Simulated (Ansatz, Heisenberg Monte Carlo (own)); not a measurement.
# Exchange couplings and mean-field ordering temperature of OsCl4 (Cmmm) against the Hubbard U in PBEsol+U

Before an ordering temperature is quoted for OsCl4, a value of U has to be chosen for the Os d shell, and it must be known how much of the answer comes with that choice. The same decision arises for any magnetic chain compound whose couplings feed a spin model. Here U runs from 0 to 1.95 eV at fixed atoms, and three Os–Os couplings are followed together with the temperatures derived from them. A negative J favours opposed moments. The couplings are taken from one antiferromagnetic pattern, with parallel moments along the 3.56 Å chains and opposed moments on neighbouring chains. At every U they prefer a different order, so the temperatures do not belong to that pattern. No measured value is compared here.

## How the numbers were made

One crystal, OsCl4 (Cmmm), in a magnetic cell of 10 atom(s), 2 counted as magnetic (Os), from measured cells of the Crystallography Open Database; atoms are fixed. Ansatz 0.2.0, plane waves with its default PAW datasets, cutoff 420 eV, collinear spins without spin-orbit coupling, Fermi-Dirac smearing of 0.05 eV. The k mesh is 3×6×8 and the sums for the couplings run over 3×6×8. Functional: PBEsol. Every run keeps the antiferromagnetic pattern of signs of the first run. The couplings are taken at constrained moments: the directions are held and the rest of the density and field relaxes in linear response. Runs that did not converge or carry a known fault are not listed.

Notes on method and selection:

- J is defined by E = -sum over ordered pairs (each pair twice) of J e_i.e_j with unit vectors e, a classical Heisenberg model without biquadratic or multi-spin terms, so J > 0 favours parallel moments and the moment's size is inside J.
- All temperatures are for classical unit spins; for spin S a quantum mean-field treatment is higher by (S+1)/S. Mean field neglects fluctuations and lies above the Tyablikov (random-phase) and Monte Carlo values.
- The state is the lowest of a few collinear starts and need not be the true ground state; spin-orbit coupling is left out.
- The mean-field temperature is left blank where it belongs to another wavevector than in the first run, which is the one at U = 1.2 eV.
- Monte Carlo cells hold several hundred spins, and on test lattices the heat-capacity peak lay 5 to 6 per cent under the known transition.
- Ansatz's own search for a lower self-consistent state was switched off in these runs, so a run may rest in a state that is not the lowest for its pattern of moments.
- Where several measured values exist, one near their median is shown, and none where they scatter widely or belong to another phase or kind of order.
- The shells shown are the strongest of the first run whose pairs agree within a shell.
- For crystals with 4f or 5f elements only couplings at constrained moments are used, since rigid ones can be several times too large.
- Runs that did not converge, have known faults or may not be shown are not listed, and runs on Ansatz's PAW sets soft_1 and soft_2 are kept to separate tables.

Columns:

- U (eV): effective Hubbard U (Dudarev, U - J) on the d shell of Os.
- moment (μB): largest spin moment inside an atomic sphere.
- gap on mesh (eV): band gap on the run's k mesh by the count of bands (negative: bands overlap, a metal).
- Monte Carlo peak (K): temperature of the heat-capacity peak in classical Monte Carlo on the same couplings, cut to 18 to 28 pairs a spin that reach 7.93 to 10.68 Å.
- J at 6.76 Å, opposed (meV): mean J of the Os–Os pairs of opposed moments that lie 6.76 Å apart in the first cell (8 such neighbours an atom).
- J at 3.56 Å (meV): mean J of the Os–Os pairs of parallel moments that lie 3.56 Å apart in the first cell (2 such neighbours an atom).
- J at 5.75 Å, opposed (meV): mean J of the Os–Os pairs of opposed moments that lie 5.75 Å apart in the first cell (4 such neighbours an atom).
- mean-field T (K): mean-field ordering temperature, 2/(3 kB) times the largest J(q) over wavevectors and sublattice modes.

Input lines of one member:

```
magnetization:
  spin_polarized: true
kpoints:
  mp_grid: { grid: [3, 6, 8] }
  band_path:
    path:
      - [0.0, 0.0, 0.0]
      - [0.0, 0.0, 0.5]
      - [0.5, 0.5, 0.5]
      - [0.5, 0.5, 0.0]
      - [0.0, 0.0, 0.0]
      - [-0.5, 0.0, 0.0]
      - [-0.5, 0.0, 0.5]
    npoints: 11
hamiltonian:
  xc: pbesol
  hubbard:
    sites: [{ species: Os, l: d, u_eff: 1.2, starting_ns: occupation_matrices }]
    projectors: ortho-atomic
scf:
  occupations: { method: fermi_dirac, width: 0.05 }
  lower_state_search: "off"
output:
  write_bands: true
  eigenstates:
    nscf_kmesh: { grid: [3, 6, 8] }
    top_band: c88
    exchange_couplings: { magnetic: [{ species: Os }] }
```

Command (options for logging and memory left out): `ansatz run input.yaml`

## Results

| member | U (eV) | moment (μB) | gap on mesh (eV) | Monte Carlo peak (K) | J at 6.76 Å, opposed (meV) | J at 3.56 Å (meV) | J at 5.75 Å, opposed (meV) | mean-field T (K) | remark |
| --- | --- | --- | --- | --- | --- | --- | --- | --- | --- |
| +0 eV | 0.00 | 0.940 | 0.309 | 18.3 | −0.740 | −4.06 | −1.101 | – | its own couplings prefer another order, at q = (0.33, 0.33, −0.5) of this cell, to which the mean-field value belongs |
| +0.6 eV | 0.60 | 0.967 | 0.467 | 11.7 | −0.637 | −2.71 | −0.968 | – | its own couplings prefer another order, at q = (0.33, 0.33, −0.5) of this cell, to which the mean-field value belongs |
| +1.05 eV | 1.05 | 0.984 | 0.577 | – | −0.569 | −2.00 | −0.881 | 32.54 | its own couplings prefer another order, at q = (0, 0, 0.25) of this cell, to which the mean-field value belongs |
| +1.2 eV | 1.20 | 0.989 | 0.613 | 13.1 | −0.548 | −1.81 | −0.854 | 31.54 | its own couplings prefer another order, at q = (0, 0, 0.25) of this cell, to which the mean-field value belongs |
| +1.5 eV | 1.50 | 0.999 | 0.683 | – | −0.509 | −1.49 | −0.805 | 29.66 | its own couplings prefer another order, at q = (0, 0, 0.25) of this cell, to which the mean-field value belongs |
| +1.95 eV | 1.95 | 1.013 | 0.784 | – | −0.457 | −1.10 | −0.738 | 27.13 | its own couplings prefer another order, at q = (0, 0, 0.25) of this cell, to which the mean-field value belongs |

Least-squares fits to the whole series, with x = U (eV); R² and errors in the fitted variable (y, or ln y where the fit is in ln y):

| y | members | fit | R² | rms residual | leave-one-out rms | the same for the mean of the others |
| --- | --- | --- | --- | --- | --- | --- |
| J at 6.76 Å, opposed (meV) | 6 | y = −0.740018 + 0.183621 x − 0.0197322 x² | 1.00 | 4.4×10⁻⁵ | 1.2×10⁻⁴ | 0.11 |
| J at 3.56 Å (meV) | 6 | y = −4.046 + 2.466 x − 0.4945 x² | 1.00 | 0.021 | 0.094 | 1.2 |

## Interpretation

All three couplings are negative in every row and weaken steadily as U rises. From U = 0 to 1.95 eV the chain coupling at 3.56 Å falls by a factor of 4.06 / 1.10 = 3.69, against 0.740 / 0.457 = 1.62 at 6.76 Å and 1.101 / 0.738 = 1.49 at 5.75 Å.

The general weakening is what kinetic exchange predicts: $J \propto -t^2/(\Delta + U)$, with $t$ the effective hopping and $\Delta$ a constant energy. U makes the virtual hop between Os sites dearer. In this form 1/|J| is linear in U. That is roughly so at 5.75 Å, where its slope goes from 0.21 to 0.25 per meV per eV between the first and last intervals. At 3.56 Å the slope climbs from 0.20 to 0.53, so the chain coupling falls faster than the formula allows. A ferromagnetic contribution through the shared chlorines, cancelling part of the kinetic term, is a possible reason.

The preferred order changes as the chain coupling fades. At U = 0 and 0.60 eV the wavevector has a component of one half along the chain, so moments alternate there and gain 2|J| from their two chain neighbours: 2 × 4.06 = 8.12 meV at U = 0, but only 2 × 1.10 = 2.20 meV at 1.95 eV. From 1.05 eV upwards the component is 0.25, a turn of 90° per chain step. J(q) was searched only on the 3×6×8 mesh, where the turn changes in steps half as large as this, so 90° is the best of the mesh angles and the exact turn is not determined.

At 90° the contributions of the neighbours one step up and one step down vanish, which removes both the 3.56 Å and the 6.76 Å shells from the mean-field sum. The four neighbours at 5.75 Å remain. With $k_B$ = 0.0862 meV/K they give 2 × 4 × 0.881 / (3 × 0.0862) = 27.3 K of the 32.54 K at U = 1.05 eV, and 2 × 4 × 0.738 / (3 × 0.0862) = 22.8 K of the 27.13 K at 1.95 eV. This is why the tabulated temperature falls by only 17 per cent over that range while the chain coupling falls by 45 per cent.

The contributions of the other two shells vanish only at exactly 90°. For a turn θ per chain step they add a term A cos θ to J(q). In meV, A is 8 × 0.569 − 2 × 2.00 = 0.55 at U = 1.05 eV and 8 × 0.457 − 2 × 1.10 = 1.46 at 1.95 eV. Both values favour a turn below 90°, the second more strongly, while more distant pairs limit how far it goes. The Monte Carlo box at 1.20 eV cannot hold a turn of exactly 90° but allows angles on either side, and the run prefers one below. The highest J(q) therefore probably lies between mesh points and exceeds the tabulated maximum by more at 1.95 eV than at 1.05 eV. Part of the 17 per cent fall would then come from the mesh.

## Exceptions

Largest departures from the fit to the whole series:

| member | J at 6.76 Å, opposed (meV) | fit | computed − fit | in rms residuals |
| --- | --- | --- | --- | --- |
| +1.2 eV | −0.548 | −0.548 | 0.000 | 2.0 |
| +0.6 eV | −0.637 | −0.637 | 0.000 | 1.2 |
| +1.05 eV | −0.569 | −0.569 | 0.000 | 0.7 |
| +0 eV | −0.740 | −0.740 | 0.000 | 0.4 |

The couplings at 6.76 Å follow their quadratic fit to within the printed rounding, so their departures carry no physics.

The irregular column is the Monte Carlo peak: 18.3 K at U = 0, 11.7 K at 0.60 eV and 13.1 K at 1.20 eV, although every listed coupling weakens along the way. The preferred wavevector changes between the second and third of these values, so they do not describe one kind of order. The periodic simulation box also fails to fit the wavevector named in the remarks in any of the three cases, and the number of pairs kept is not the same throughout. At the two smaller U values the susceptibility peaks far above the heat capacity, which makes the heat-capacity peak an insecure ordering temperature there.

At U = 1.20 eV the peak lies at 13.1 / 31.54 = 0.42 of the tabulated mean-field temperature. Fluctuations in a frustrated lattice act in this direction: a site, its chain neighbour and a site on the next chain form a triangle with sides of 3.56, 5.75 and 6.76 Å, and its three negative couplings cannot all be satisfied.

## Questions the table answers

**How much does an uncertainty of 0.3 eV in U matter for the mean-field temperature?**
Between U = 1.05 and 1.95 eV the slope of the tabulated values is (27.13 − 32.54) / (1.95 − 1.05) = −6.0 K per eV. A change of 0.3 eV therefore shifts them by about 0.3 × 6.0 = 1.8 K. All these values belong to a turn of 90° per chain step, set by the wavevector mesh. If the turn could adjust freely, the shift would probably be smaller. The slope should not be carried down to 0.60 eV, where the preferred order is different.

**What chain coupling is expected at U = 0.80 eV?**
The quadratic fit for the 3.56 Å pairs gives −4.046 + 2.466 × 0.80 − 0.4945 × 0.80² = −2.39 meV. The leave-one-out error is 0.094 meV, against 1.2 meV for the mean of the other rows, so the fit is useful for interpolation and the estimate is −2.4 ± 0.1 meV.

**Are the three listed shells enough to calculate the ordering temperature?**
They are not. For the pattern from which the couplings were taken, at U = 1.95 eV, opposed neighbours contribute −J and parallel ones +J: 4 × 0.738 + 8 × 0.457 − 2 × 1.10 = 4.41 meV. This corresponds to 2 × 4.41 / (3 × 0.0862) = 34.1 K. The full set of couplings gives at most 27.13 K for any wavevector considered, so the pairs left out of the table must lower the value for this pattern by at least 34.1 − 27.1 = 7.0 K. A spin model of this crystal needs the more distant pairs as well.

## Closing remarks

Between U = 0 and 1.95 eV a larger U weakens all three antiferromagnetic couplings, the chain coupling most. Above 1.05 eV the mean-field temperature found on the wavevector mesh is moderately sensitive to U, and the sensitivity is probably lower once the turn along the chain may leave 90°. Settling that turn needs J(q) at wavevectors between the mesh points. The type of order is not the same at small U, so a plain PBEsol result cannot stand in for one at 1.20 eV.

The choice of U is not the only uncertainty: another self-consistent state of the crystal gives a different mean-field temperature. Neglected fluctuations make the mean-field values too high for the classical model, whereas quantum spins with S = 1, expected for low-spin d⁴ Os, would double them within mean field.

The most serious omission is spin-orbit coupling. In a 5d⁴ ion in an octahedral field it favours a non-magnetic singlet, which could reduce the moments strongly or suppress magnetic order altogether. The temperatures therefore describe the spin model and are not predictions for a real sample.

[Logs are printed without paths, hosts, clocks, repeated set-up lines and the standing remarks that a program may print on its own settings, such as how far it seeks lower states.]
